**Q:** How stiff is a hard cubic oxide such as BaZrO3, in numbers that I can keep in my head?

**A:** Think of a few hundred GPa for a stretch and somewhat under a hundred for a shear. Stretching the crystal by one per cent along a cube edge, with its sides held fixed, takes about 3 GPa. A shear of one per cent takes a little under 1 GPa. These values come from a density-functional (PBE) calculation.

Elastic constants of cubic BaZrO3 (cell edge 4.191 Å), calculated with Ansatz 0.2.0 using the PBE functional, PAW potentials, a 550 eV plane-wave cutoff and a 5×5×5 k mesh. They are taken from stresses under strains of amplitude 0.003, with the ions relaxed. Rows and columns follow the Voigt order xx, yy, zz, yz, zx, xy on the Cartesian axes of the cell.

| row | elastic row | elastic c1 (GPa) | elastic c2 (GPa) | elastic c3 (GPa) | elastic c4 (GPa) | elastic c5 (GPa) | elastic c6 (GPa) |
| --- | --- | --- | --- | --- | --- | --- | --- |
| 1 | 1 | 325.1 | 88.3 | 88.3 | 0.00 | 0.00 | 0.00 |
| 2 | 2 | 88.3 | 325.1 | 88.3 | 0.00 | 0.00 | 0.00 |
| 3 | 3 | 88.3 | 88.3 | 325.1 | 0.00 | 0.00 | 0.00 |
| 4 | 4 | 0.0 | 0.0 | 0.0 | 86.20 | 0.00 | 0.00 |
| 5 | 5 | 0.0 | 0.0 | 0.0 | 0.00 | 86.20 | 0.00 |
| 6 | 6 | 0.0 | 0.0 | 0.0 | 0.00 | 0.00 | 86.20 |

**Q:** I see six rows, yet hardly any variation until everything changes between rows 3 and 4. What sort of trend is that?

**A:** The rows aren't six materials but the six stress components of one crystal, and the columns are the six strains that cause them. Numbers 1 to 3 are stretches along x, y and z, and numbers 4 to 6 are shears in the yz, zx and xy planes. The jump after row 3 is therefore the passage from stretching to shearing. I write $C_{ij}$ for the entry in row $i$ and column $j$.

**Q:** And the repeats and zeros?

**A:** They are symmetry. The three cube edges are equivalent, so their entries must agree. A mirror plane that reverses x leaves a stretch as it was but turns an xy shear into its opposite, so a stretch can't produce a shear stress. Similar mirrors keep a shear in one plane from producing shear stress in another. Three independent numbers survive: $C_{11}$ for a stretch along its own axis, $C_{12}$ for the sideways stress that this stretch causes, and $C_{44}$ for shear.

**Q:** Symmetry doesn't tell me their sizes, though. Why is $C_{11}$ nearly four times each of the others?

**A:** Picture the contacts between atoms as springs and ask which strain lengthens which spring. Take a spring of stiffness $k$ and length $r$ that points along the unit vector $(n_x, n_y, n_z)$. Stretches $\varepsilon_x$ and $\varepsilon_y$ and a shear $\gamma_{xy}$ change its length by the fraction

$$e = n_x^2\,\varepsilon_x + n_y^2\,\varepsilon_y + n_x n_y\,\gamma_{xy},$$

and the energy is $\tfrac12 k r^2 e^2$. Reading off the coefficients, the spring adds $k r^2 n_x^4$ to $C_{11}$, and $k r^2 n_x^2 n_y^2$ to both $C_{12}$ and $C_{44}$, each divided by the volume.

**Q:** So a spring along a cube edge has $n_x = 1$ and $n_y = 0$, and adds only to $C_{11}$?

**A:** Yes, and in this crystal the short Zr–O bonds run in straight chains along the cube edges. A shear merely tilts them, which to first order leaves their length alone. The Ba–O contacts lie along face diagonals. Of their twelve directions, eight have an x component and contribute $8\times\tfrac14 = 2$ to $C_{11}$, while four have both x and y components and contribute $4\times\tfrac14 = 1$ to $C_{12}$ and to $C_{44}$.

**Q:** Then face-diagonal springs alone would give $C_{11}/C_{12} = 2$.

**A:** They would, and springs along body diagonals, such as Ba–Zr, would give 1. The calculated ratio is 3.7, which no mixture of the two can reach as long as every spring resists being stretched. Within this picture something stiff must lie along the cube edges or close to them, and the Zr–O chains are the natural candidate. That assignment is an argument from geometry, since the tensor records the total stiffness and not the share of each bond.

**Q:** Does the picture predict a number, or does it only explain one afterwards?

**A:** It predicts the shear constant with nothing fitted. Each spring adds the same amount to $C_{12}$ and to $C_{44}$, so the two should be equal; this is the Cauchy relation. From $C_{12}$ we therefore expect $C_{44} = 88.3$ GPa, and the calculation gives 86.2 GPa, so the prediction is 2% too high.

**Q:** Couldn't any simple rule have done that?

**A:** Try the obvious competitor, a solid with no preferred direction, such as a glass. There $C_{44}$ must equal $(C_{11}-C_{12})/2 = (325.1-88.3)/2 = 118.4$ GPa, which is 37% above the calculated value. The directions of the bonds clearly matter.

**Q:** Is 2% the true accuracy of the spring rule?

**A:** I wouldn't lean on it that hard, because the cell is under a pressure $P$ of about 4 GPa. Under load there is more than one way to define elastic constants. This table was obtained from stresses under small strains, so it most likely holds plain stress per strain. For that definition the rule becomes $C_{12}-C_{44}=2P$, and the prediction drops to 80.2 GPa, 7% below the calculated value. So 7% is probably the fairer figure, and either way the spring rule misses by far less than the isotropic one.

**Q:** So the forces in BaZrO3 act purely along the lines between the atoms?

**A:** That doesn't follow. Zr–O bonds are partly covalent and should resist bending, which would raise $C_{44}$ but not $C_{12}$. Other many-atom effects may offset this, and two contributions that cancel would look just like two that are absent. With the pressure term included, the calculated $C_{44}$ lies about 6 GPa above the rule. That is the direction in which bending would push it, but a single difference can't separate the effects.

The rule also needs every atom to follow the strain of the cell without shifting on its own. Here that is guaranteed, because each atom sits at a centre of inversion.

**Q:** What would I notice if I pulled on a real single crystal?

**A:** By this calculation, which is for a slightly compressed cell, it would resist more along a cube edge than along a body diagonal. Inverting the tensor gives Young's modulus, the stress per strain when the sides are free to contract: 287 GPa along the edge and 221 GPa along the body diagonal. A pull along the edge has to lengthen Zr–O bonds. A pull along the body diagonal can close the angles between the chains instead, and that is the softer, shearing kind of deformation.

**Q:** How would a crystal without such chains behave?

**A:** Copper is a good contrast. Its nearest neighbours lie along face diagonals, with none along the cube edges, and it is stiffest along the body diagonal. The spring count points the same way: face-diagonal springs give $C_{11}$, $C_{12}$ and $C_{44}$ in the proportion 2 : 1 : 1, so $C_{44}$ is larger than the isotropic value $(C_{11}-C_{12})/2$, whereas in BaZrO3 it is smaller. The stiffest direction of a crystal therefore needn't be that of its contacts. So for a neighbouring case, ask first where the stiffest contacts point. Treat the answer as a first guess, since strong resistance to bending can overturn it.

**Q:** Does any of this matter for an oxide layer in an electronic device?

**A:** It does when a thin insulating film is grown on a crystal with a slightly different spacing. For a film whose cube edges lie in the plane, the stiffness is $C_{11}+C_{12}-2C_{12}^2/C_{11} = 365$ GPa, so each per cent of mismatch builds up about 3.7 GPa of stress. Stress of that size favours defects or cracks as the film thickens. The figure belongs to the compressed cell; with the pressure released, the edge would grow by roughly 0.8%, and the film would probably be somewhat softer.
